**Beside the formula for $G$.** The orbitals $|\mu\rangle$ are real, with $S_{\mu\nu}=\langle\mu|\nu\rangle$ positive definite. Set $K=(E+i0)S-H$ and $G=K^{-1}$. The elements of $G$ are expansion coefficients, $\hat G=\sum|\mu\rangle G_{\mu\nu}\langle\nu|$, not $\langle\mu|\hat G|\nu\rangle$. Partition into left lead, centre and right lead, with $K_{LR}=0$. The lead rows of $KG=1$ give $G_{LC}=-g_LK_{LC}G_{CC}$ with $g_L=K_{LL}^{-1}$, and the centre row becomes

$$G_{CC}=[ES_{CC}-H_{CC}-\Sigma_L-\Sigma_R]^{-1},\qquad \Sigma_L=(ES_{CL}-H_{CL})\,g_L\,(ES_{LC}-H_{LC}).$$

With $\Gamma=i(\Sigma-\Sigma^\dagger)$ the transmission per spin is $T=\mathrm{Tr}[\Gamma_LG\Gamma_RG^\dagger]$, and the zero-temperature conductance is $(2e^2/h)T$.

**Beside "invariant".** Recombine the centre orbitals with any non-singular $X$. Then $K_{CC}\to X^\dagger K_{CC}X$ and $K_{CL}\to X^\dagger K_{CL}$, so $\Gamma\to X^\dagger\Gamma X$ and $G\to X^{-1}G(X^\dagger)^{-1}$. Every $X$ cancels in the trace. Hence $T$ cannot reveal overlaps inside the centre as such. An overlap can be inferred only within a stated model.

**Beside "rigid shift".** A constant potential has matrix elements $U\langle\mu|\nu\rangle$, so $H\to H+US$ and $K(E)\to K(E-U)$. The hopping shifts along with the on-site energy.

**The data.** They are made for the exercise and rounded, as a $\pi$-only NEGF calculation on an armchair graphene ribbon of five dimer lines would give them. Energies refer to the Fermi level of the ungated ribbon.

| system | feature | value |
|---|---|---|
| uniform ribbon | $T$ steps $1\to2$ at $E_1$ | $-5.22$ eV |
| | $2\to1$ at $E_2$ | $-2.43$ eV |
| | $1\to2$ at $E_3$ | $2.05$ eV |
| | $2\to1$ at $E_4$ | $7.77$ eV |
| right half gated | $1-T$ at $E=-0.40$ eV | $0.0047$ |
| | upper onset of second channel | $2.85$ eV |

The model has one $p_z$ orbital per carbon, $H=\varepsilon+tB$ and $S=1+sB$, where $B$ is the nearest-neighbour adjacency matrix. Wanted are $\varepsilon$, $t$, $s$ and the gate shift $U$.

**Why one variable suffices.** $K=(E-\varepsilon)+\tau B=\tau(B-\lambda)$, with $\tau=Es-t$ and $\lambda=-(E-\varepsilon)/\tau$. A positive factor on $K$ multiplies each $\Gamma$ and divides each $G$, so $T$ depends on $\lambda$ alone. Solving for the energy,

$$E=\frac{\varepsilon+t\lambda}{1+s\lambda}=\varepsilon+\frac{t_0\lambda}{1+s\lambda},\qquad t_0=t-\varepsilon s .$$

Under a shift, $\varepsilon\to\varepsilon+U$ and $t\to t+Us$, while $t_0$ and $s$ stay fixed. A quoted $t$ thus presupposes an energy zero, and $t_0$ is its value for zero at the Dirac point.

**Where the chain hides.** Bonds along the axis join equal columns of atoms by the unit matrix. Slanted bonds join a three-atom column to a two-atom column by a $3\times2$ block $b$ with rows $(1,0),(1,1),(0,1)$. The eigenvalues of $b^{\mathsf T}b$ are 1 and 3, so the singular values are $1$ and $\sqrt3$, and one three-atom vector is decoupled. Since $H$ and $S$ share $B$, both separate into the same pieces:

- a uniform chain, $\lambda=2\cos ka$, that is $E=(\varepsilon+2t\cos ka)/(1+2s\cos ka)$, open for $|\lambda|<2$;
- a chain with alternating weights $1,\sqrt3$, open for $\sqrt3-1<|\lambda|<\sqrt3+1$;
- isolated dimers at $\lambda=\pm1$, carrying no current.

So $E_2,E_3$ belong to $\pm\lambda_1$ with $\lambda_1=\sqrt3-1=0.7321$, and $E_1,E_4$ to $\pm\lambda_2$ with $\lambda_2=2$. By convention the $p_z$ lobes are parallel and the lower energy goes with $+\lambda$.

**The inversion.** Each step obeys $E(1+s\lambda)=\varepsilon+t\lambda$, which is linear in the unknowns. For a pair $\pm\lambda$ with mean $M$ and separation $D$, the sum and the difference of the two equations give

$$M=\varepsilon+\tfrac12\lambda Ds,\qquad t_0=-\frac{D}{2\lambda}\,(1-\lambda^2s^2).$$

The data give $M_1=-0.19$, $D_1=4.48$, $M_2=1.275$, $D_2=12.99$ eV, so $\lambda_1D_1=3.280$ and $\lambda_2D_2=25.98$ eV. With $Q=\lambda_2D_2-\lambda_1D_1=22.70$ eV,

$$s=\frac{2(M_2-M_1)}{Q}=0.1291,\qquad \varepsilon=M_1-\tfrac12\lambda_1D_1s=-0.402\ \text{eV}.$$

The inner pair then gives $t_0=-3.033$ eV and the outer pair $-3.031$ eV. On the energy scale of the table the hopping is $t=t_0+\varepsilon s=-3.083$ eV. The largest $|\lambda|$ of any graphene cut-out is at most 3, and $3s=0.39<1$, so $S$ is positive definite.

**How rounding carries through.** Each step is uncertain by $\delta=0.005$ eV. The derivatives of $s$ have magnitudes $(1\pm s\lambda_i)/Q$, which sum to $4/Q$, so at worst $s$ moves by $4\delta/Q=0.0009$. The same first-order sum for $\varepsilon$ is $(1+2\lambda_1D_1/Q)\,\delta=0.006$ eV. For $t_0$ it is $0.007$ eV from the inner pair and $0.004$ eV from the outer one, whose value is kept. The two values are compatible.

**Uniqueness.** The map $\lambda\mapsto E$ is a Möbius map with three parameters, so three steps of known $\lambda$ fix it and the fourth tests it. Three remarks qualify this.

1. The lattice is bipartite. Reversing the orbital signs on one sublattice sends $(t,s)\to(-t,-s)$ and changes nothing observable. Only the relative sign, $t_0s<0$, is inferred.
2. The inner pair alone leaves a one-parameter family, which includes $s=0$, $\varepsilon=-0.19$ eV, $t_0=-3.060$ eV. If $\varepsilon$ were known separately to $\pm\delta$, the bound on $s$ would be $4\delta/\lambda_1D_1=0.006$, about 7 times wider.
3. Expanding, $E=\varepsilon+t_0\lambda-t_0s\lambda^2+\dots$. An orthogonal model with a term $t'B^2$, which holds second-neighbour hopping and an on-site part, mimics the overlap at this order for $t'=-t_0s=0.39$ eV. It requires equal $D/2\lambda$ for both pairs, whereas the data give $3.060$ and $3.2475$ eV. That truncation is excluded. The full series in $B$, the symmetric orthogonalisation of the whole ribbon, has identical bands and cannot be excluded.

**Beside the surface Green's function.** For the uniform chain write $d=E-\varepsilon-U_j$ and $\tau_j=sd-t_0>0$, with $U_L=0$, $U_R=U$ and $d=-2\tau_j\cos k_j$, where $k$ is now a phase per site. Removing the end site reproduces the lead, so $g=(d-\tau_j^2g)^{-1}$. The roots are $-e^{\pm ik_j}/\tau_j$. Positive definite $S$ makes $\mathrm{Im}\,g<0$, which selects $g_j=-e^{ik_j}/\tau_j$ with $0<k_j<\pi$. Take as centre the two sites at the step, coupled by $\tau_c$. There $d-\Sigma_j=1/g_j$ and $\Gamma_j=2\tau_j\sin k_j$. Inverting the $2\times2$ matrix gives $G_{12}=-\tau_cg_Lg_R/(1-\tau_c^2g_Lg_R)$, and from $T=\Gamma_L\Gamma_R|G_{12}|^2$,

$$1-T=\frac{1+r^2-2r\cos(k_L-k_R)}{1+r^2-2r\cos(k_L+k_R)},\qquad r=\frac{\tau_c^2}{\tau_L\tau_R}.$$

A gate uniform across the width does not mix the chains, and at $-0.40$ eV the alternating chain is closed in the left lead, so this is the total reflection.

**The bond that crosses the step.** The rule $H+US$ is exact only where the potential is constant over both orbitals. For the crossing bond a convention is needed. The midpoint choice $\tfrac12U s$ gives $\tau_c=(\tau_L+\tau_R)/2$ and $r-1=(Us)^2/4\tau_L\tau_R$.

**Finding $U$.** With the inferred $\varepsilon$, $t_0$, $s$ and the midpoint choice, $1-T=0.0047$ has two roots, $U=+0.80$ eV and $U=-0.86$ eV, because the reflection is nearly quadratic in $U$. The roots differ in size mainly because $\tau_R$ falls for positive $U$ and rises for negative $U$. The second channel must be open in both leads, so its upper onset lies at $\max(E_3,E_3+U)$. The datum gives $U=2.85-2.05=0.80$ eV, within $2\delta$, and removes the negative root. Rounding of the reflection by $0.00005$ moves $U$ by about $U\,\delta(1-T)/2(1-T)=0.004$ eV.

That bound is narrower than the effect of the convention. At $U=0.80$ eV the midpoint choice has $r-1=3.0\times10^{-4}$, which is negligible. Leaving the crossing bond unshifted gives $r=\tau_L/\tau_R=1.035$ and $1-T=0.0050$, a change of 6 rounding half-widths. A reflection determines $U$ only together with the rule for that bond.

**The common slip.** Adding $U_d$ to the diagonal alone moves a level by $U_d/(1+s\lambda)$, unequally across the band. Matching the onset needs $U_d=0.80(1-s\lambda_1)=0.724$ eV. Then all couplings $\tau$ are equal and $1-T=0.0036$, not $0.0047$. The two gated data together reject this form.

**What was put in.** The table was generated from $\varepsilon=-0.40$ eV, $U=0.80$ eV, the midpoint choice and the typical graphene parameters $t_0=-3.03$ eV, $s=0.129$. All are recovered within the bounds, which tests the inversion and not the model.

**How far the model reaches.** With a typical bond length $a_{cc}=1.42$ Å the mean site spacing of the chain is $a=3a_{cc}/4$. At $\lambda=0$ the overlap drops out of the slope, and the model's velocity is $2a|t_0|/\hbar=0.98\times10^6$ m/s, close to the typical $10^6$ m/s of graphene. Far from the Dirac point the model does worse. Its $\pi$–$\pi^*$ separation at the M point of the sheet, $\lambda=\pm1$, is $2|t_0|/(1-s^2)=6.16$ eV, against a typical 4 to 5 eV, too large by roughly a quarter to a half. Real five-line ribbons are also not gapless, since edge-bond contraction and longer-range hopping typically open a few tenths of an eV or more, and $\sigma$ channels, absent here, would add to $T$ near the outer steps.